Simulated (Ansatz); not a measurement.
## PbO2: the change of pressure and energy above lowest point with volume scale

All results are calculated (Ansatz 0.2.0). Free energy against uniform scaling of the volume at fixed shape and fractions; periodic cell, basis, potentials, k mesh and filling as listed.

The cell before it is scaled or strained (space group Fm-3m, No. 225):
```
CELL_PARAMETERS angstrom
0.00000 2.57850 2.57850
2.57850 0.00000 2.57850
2.57850 2.57850 0.00000
ATOMIC_POSITIONS crystal
Pb 0.00000 0.00000 0.00000
O 0.25000 0.25000 0.25000
O 0.75000 0.75000 0.75000
```

Settings of every row: functional r2SCAN; dispersion none; potentials PAW; wave cutoff 600 eV; density cutoff 2400 eV; k mesh 6x6x6; k shift 0x0x0; occupations fermi dirac; smearing width 0.02 eV; spin none.

Limits: coarse k mesh, up to 40 meV an atom off; minimum outside the range; no spin-orbit coupling, which can matter with elements this heavy.

| row | volume scale | V (Å³/atom) | pressure (GPa) | energy above lowest point (meV/atom) |
| --- | --- | --- | --- | --- |
| 1 | 0.9406 | 10.75 | 36.71 | 166.9 |
| 2 | 0.9703 | 11.09 | 27.06 | 99.7 |
| 3 | 1 | 11.429 | 18.87 | 51.2 |
| 4 | 1.0297 | 11.768 | ? | ? |
| 5 | 1.0594 | 12.108 | 6.01 | 0 |

Question: what pressure and energy above lowest point should row 4 give?

Worked fit of pressure. Take u = (V_r/V)^(2/3) − 1 with V_r = 11.259 Å³ an atom, which is twice the finite (Eulerian) strain; such expansions in the strain, on which the Birch-Murnaghan equation of state is built, carry the rest volume and the bulk modulus. The shown rows have u = 0.03132, 0.01013, -0.00994, -0.04731. Least squares give pressure = 22.814 + 408.39 × u + 1125.1 × u² GPa; a straight line predicts inner rows, each left out in turn, worse (root mean square 1.1 against 0.012 GPa). The rows lie off it by 0.00, -0.01, 0.00, 0.00. The withheld row has u = -0.02905, so the fit gives 22.814 + 408.39 × (-0.02905) + 1125.1 × (-0.02905)² = 11.90 GPa.

The calculation gave 11.91 GPa. The fit lies 0.01 GPa (0.033 % of the column's range) below it, one unit of the last digit.

Worked fit of energy above lowest point. Take u = (V_r/V)^(2/3) − 1 with V_r = 11.259 Å³ an atom, which is twice the finite (Eulerian) strain; such expansions in the strain, on which the Birch-Murnaghan equation of state is built, carry the rest volume and the bulk modulus. The shown rows have u = 0.03132, 0.01013, -0.00994, -0.04731. Least squares give energy above lowest point = 73.38 + 2414.2 × u + 18244 × u² meV/atom; a straight line predicts inner rows, each left out in turn, worse (root mean square 18 against 0.026 meV/atom). All shown rows lie on it to the printed digit. The withheld row has u = -0.02905, so the fit gives 73.38 + 2414.2 × (-0.02905) + 18244 × (-0.02905)² = 18.6 meV/atom.

The calculation gave 18.8 meV/atom. The fit lies 0.2 meV/atom (1.1 % of the value, 0.12 % of the column's range) below it; its largest miss of a shown row is 0.0 meV/atom.
